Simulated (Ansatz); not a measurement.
# A series in volume scale on Cu

All results are calculated (Ansatz 0.2.0). Free energy against uniform scaling of the volume at fixed shape and fractions; periodic cell, basis, potentials, k mesh and filling as listed.

The cell before it is scaled or strained (space group P6_3/mmc, No. 194):
```
Cu
1.0
      2.5341     0.0000     0.0000
     -1.2670     2.1946     0.0000
      0.0000     0.0000     4.1126
Cu
2
Direct
  0.33333 0.66667 0.25000
  0.66667 0.33333 0.75000
```

Settings of every row: functional PBEsol; dispersion none; potentials PAW; wave cutoff 470 eV; density cutoff 1880 eV; k mesh 10x10x6; k shift 0x0x0; occupations fermi dirac; smearing width 0.15 eV; spin none.

Limits: coarse k mesh, up to 40 meV an atom off; the cell comes from a prototype or a list of computed structures and needn't be the stable phase.

| row | volume scale | V (Å³/atom) | pressure (GPa) | energy above lowest point (meV/atom) |
| --- | --- | --- | --- | --- |
| 1 | 0.92 | 10.521 | 15 | 35.1 |
| 2 | 0.9467 | 10.826 | 8.64 | 12.8 |
| 3 | 0.9733 | 11.13 | 3.23 | 1.6 |
| 4 | 1 | 11.436 | ? | ? |
| 5 | 1.0267 | 11.741 | -5.29 | 6.5 |
| 6 | 1.0533 | 12.045 | -8.62 | 19.8 |
| 7 | 1.08 | 12.351 | -11.44 | 38.9 |

Question: what pressure should row 4 give?

Worked fit of pressure. Take u = (V_r/V)^(2/3) − 1 with V_r = 11.436 Å³ an atom, which is twice the finite (Eulerian) strain; such expansions in the strain, on which the Birch-Murnaghan equation of state is built, carry the rest volume and the bulk modulus. The shown rows have u = 0.05717, 0.03722, 0.01825, -0.01739, -0.034, -0.05002. Least squares give pressure = −1.385 + 238.53 × u + 792.2 × u² + 859 × u³ GPa; a parabola predicts inner rows, each left out in turn, worse (root mean square 0.05 against 0.015 GPa). The rows lie off it by 0.00, 0.01, -0.01, 0.01, -0.01, 0.00. The pressure vanishes at u = 0.0057, or V = 11.34 Å³ an atom, and there the bulk modulus at fixed shape and fractions is B = −V dP/dV = (2/3)(1 + u) dP/du = 166 GPa. Letting shape and atoms relax would as a rule lower it, by much in layered, chain or molecular crystals. The withheld row has u = 0, so the fit gives −1.385 + 238.53 × (0) + 792.2 × (0)² + 859 × (0)³ = -1.39 GPa.

The calculation gave -1.38 GPa. The fit lies 0.01 GPa (0.038 % of the column's range) below it, one unit of the last digit.

The other values of row 4: energy above lowest point 0 meV/atom.
